Dihydroxysilylene, Si(OH)₂, has two polar bonds from silicon to oxygen. In the table one of them is compressed and stretched, and the OH group at its end moves along rigidly. All methods share one zero, the structure at 1.662 Å, so they agree there by construction. The column MP2 less CCSD(T) therefore compares the shapes of two curves: where it is negative, MP2 makes the displaced structure too cheap relative to CCSD(T).

Rigid stretch of one Si–O bond in gas-phase Si(OH)₂ (SMILES O[Si]O), calculated with Ansatz 0.2.0 in the def2-TZVPP basis, with restricted Hartree–Fock references and frozen cores in the correlated methods. The scan starts from the PBE0-D4/def2-TZVP minimum at 1.662 Å, and each method's energies are counted from its own value at that structure.

```tsv
stretch (Å)	CCSD(T) (eV)	HF (eV)	MP2 (eV)	CCSD (eV)	MP2 less CCSD(T) (eV)	T1 diagnostic
1.463	0.877	0.718	0.888	0.849	0.011	0.013
1.521	0.399	0.286	0.407	0.378	0.008	0.014
1.606	0.058	0.014	0.062	0.050	0.003	0.014
1.662	0.000	0.000	0.000	0.000	0.000	n/a
1.705	0.019	0.051	0.017	0.026	-0.002	0.015
1.814	0.238	0.347	0.230	0.261	-0.008	0.016
1.933	0.642	0.825	0.628	0.682	-0.014	0.017
2.058	1.145	1.395	1.127	1.203	-0.018	0.019
2.190	1.696	2.007	1.679	1.773	-0.018	0.020
2.328	2.256	2.620	2.243	2.352	-0.013	0.022
```

**(a) Lay a straight line through the common zero and fit it to MP2 less CCSD(T) for all bonds shorter than 2 Å. Why is a line reasonable there, and which rows depart from it?**

*Solution.* Close to the common zero, an energy curve changes by its slope times the displacement, plus a curvature term. The two methods give the bond nearly the same stiffness, so the curvature largely cancels in the difference. What remains is the difference between the forces that the two methods exert along the bond, and this gives a straight line. The seven shorter bonds follow it within rounding, with a slope of −0.053 eV/Å.

Extended to the three longest bonds, the line runs too low, by 0.003, 0.010 and 0.022 eV in turn. The first departure is only a beginning, while the other two are far larger than the last printed digit. The error of MP2 relative to CCSD(T) first stops growing and then shrinks. At the longest bond the line predicts an error nearly three times the calculated one.

**(b) Does MP2 become better as the bond is stretched further? Use the CCSD column to decide.**

*Solution.* CCSD treats single and double excitations and lets them act on one another, which MP2 does not. CCSD(T) adds an estimate of the triple excitations. With every energy $E$ counted from the common zero, the error splits exactly into two parts:

$$E_{\rm MP2}-E_{\rm CCSD(T)}=(E_{\rm MP2}-E_{\rm CCSD})+(E_{\rm CCSD}-E_{\rm CCSD(T)})$$

At the longest bond the first part is −0.109 eV and the second +0.096 eV. The small error of −0.013 eV is what these two leave when they cancel. MP2 has not become better at describing the stretch, for its distance from CCSD, counted from the common zero, is wider here than in any other row. The close agreement with CCSD(T) comes from two defects of opposite sign: on stretching, MP2 exaggerates the growth of the correlation energy that CCSD describes, and it omits the growth of the triples.

Neither part turns round anywhere in the scan. The triples part climbs almost in a straight line, by about 0.145 eV/Å. The other part falls by about 0.2 eV/Å just beyond the common zero, but by only 0.11 eV/Å in the last step. The error turns where the fall has slowed to the pace of the climb, near 2.1 Å.

A sudden change of electronic state could also bend a curve, but it should leave a jump or a kink. The T1 diagnostic, which measures the weight of single excitations, rises gradually from 0.013 to 0.022. The last value is slightly above the usual guide of 0.02, so CCSD(T) itself deserves some caution at the longest bond. The two parts of the error are just as smooth. The break in the simple line is thus a gradual change of balance.

**(c) Why does one part slow down while the other keeps its pace? Turn the answer into a simple model and test it at the longest bond.**

*Solution.* The hydrogen molecule shows why correlation matters more in a stretched bond. As its atoms separate, the bonding and antibonding orbitals approach each other in energy. Excitations from one to the other become cheaper, and the correlation energy grows. The analogy ends there: H₂ has a single electron pair, hence no triple excitations and no other pairs to disturb it, and its symmetry keeps the pair from moving to one atom.

In Si(OH)₂ a narrowing gap between the orbitals of the stretched bond should also make triple excitations cheaper. Their energy does grow in size as the bond is stretched. Over the whole stretch it grows by about 16 % of its value at the common zero. A change this modest can plausibly follow the displacement in proportion. That it does so as closely as the table shows is an observation, not a result of this argument.

The doubles behave differently. The correlation that CCSD adds to Hartree–Fock still grows with every step, but its growth per ångström more than halves between the first steps of the stretch and the last. One plausible reason, which the table cannot test, lies in the polarity of the bond. Restricted Hartree–Fock must keep the bonding pair together in one orbital, and as the bond lengthens this orbital can shift towards oxygen. Once the pair has largely settled there, further stretching changes its surroundings less.

MP2 exaggerates this correlation change, although its total correlation energy at the common zero is smaller than that of CCSD. A possible reason, not tested here, is that MP2 treats each electron pair as if the others were not correlating at the same time. Around oxygen, with its lone pairs close to the bond, that neglect could matter. If the exaggeration is a fixed fraction of the change, it must slow down when the change does. The model therefore needs two factors, one for the doubles and one for the triples, each fitted to all ten rows:

$$E_{\rm MP2}-E_{\rm CCSD(T)}\approx 0.387\,(E_{\rm CCSD}-E_{\rm HF})+0.145\,d$$

Here $d$ is the displacement from the common zero in ångström, and energies are in eV. At the longest bond $d = 2.328-1.662 = 0.666$, and CCSD less HF is −0.268 eV. The doubles give $0.387\times(-0.268)=-0.104$ eV and the triples $0.145\times 0.666=0.097$ eV. The sum is −0.007 eV, against −0.013 eV in the table, for a row that was part of both fits.

The model reproduces the turn and places it at about the right length. On the stretched side it misses by at most 0.006 eV, but at the shortest bond by 0.011 eV, which is as much as the error itself. The fraction is not truly fixed: it rises from 30 % at the shortest bond to 41 % at the longest. The model takes the calculated CCSD and HF energies as input, so it explains how the error is composed and does not predict it independently. The output below gives both fits and the two parts row by row.

The reasoning carries over to any bond for which these columns are known: compare how fast the two parts change, not how large the error is. Had the doubles kept their early pace here, their fall would have outrun the climb of the triples, and the error would have gone on growing. A second break may come well beyond this scan. If the orbital gap of restricted Hartree–Fock becomes very small there, the MP2 energy plunges, and CCSD(T) is no longer a safe reference either.

Output of the analysis:

```
fit of err on 7 rows (x < 2): coefficient of d -0.05329 +/- 0.00084; rms 0.000312, worst 1.521 -0.000486, leave-one-out rms 0.000438
  rows outside the fit (model, value, miss): 2.058 -0.0211, -0.018, -0.0031; 2.19 -0.02814, -0.018, -0.0101; 2.328 -0.03549, -0.013, -0.0225
fit of tgap on 10 rows: coefficient of d 0.1453 +/- 0.00064; rms 0.000616, worst 1.463 -0.000923, leave-one-out rms 0.000735
fit of mgap on 10 rows: coefficient of cgain 0.3867 +/- 0.011; rms 0.00484, worst 1.463 0.0117, leave-one-out rms 0.00556
parts in eV and slopes from the row before in eV/Å:
    row  MP2-CCSD  CCSD-CCSD(T)  CCSD-HF  error less line  two-part model  slope MP2-CCSD  slope CCSD-CCSD(T)  slope CCSD-HF
  1.463     0.039        -0.028    0.131        0.0003945         0.02173             n/a                 n/a            n/a
  1.521     0.029        -0.021    0.092        0.0004855         0.01508         -0.1724              0.1207        -0.6724
  1.606     0.012        -0.008    0.036        1.553e-05        0.005782            -0.2              0.1529        -0.6588
  1.662         0             0        0                0               0         -0.2143              0.1429        -0.6429
  1.705    -0.009         0.007   -0.025        0.0002916       -0.003418         -0.2093              0.1628        -0.5814
  1.814    -0.031         0.023   -0.086        0.0001007        -0.01116         -0.2018              0.1468        -0.5596
  1.933    -0.054          0.04   -0.143        0.0004427        -0.01591         -0.1933              0.1429         -0.479
  2.058    -0.076         0.058   -0.192         0.003104        -0.01669          -0.176               0.144         -0.392
   2.19    -0.094         0.077   -0.234          0.01014        -0.01375         -0.1364              0.1439        -0.3182
  2.328    -0.109         0.096   -0.268          0.02249       -0.006837         -0.1087              0.1377        -0.2464
MP2-CCSD as percent of CCSD-HF at 1.463 Å: 29.77
MP2-CCSD as percent of CCSD-HF at 1.814 Å: 36.05
MP2-CCSD as percent of CCSD-HF at 2.328 Å: 40.67
HF less CCSD(T) at 2.328 Å in eV: 0.364
growth of the triples energy from the minimum to 2.328 Å in percent: 15.85
largest miss of the two-part model on stretched rows in eV: 0.006163
largest miss of the two-part model on compressed rows in eV: 0.01073
```
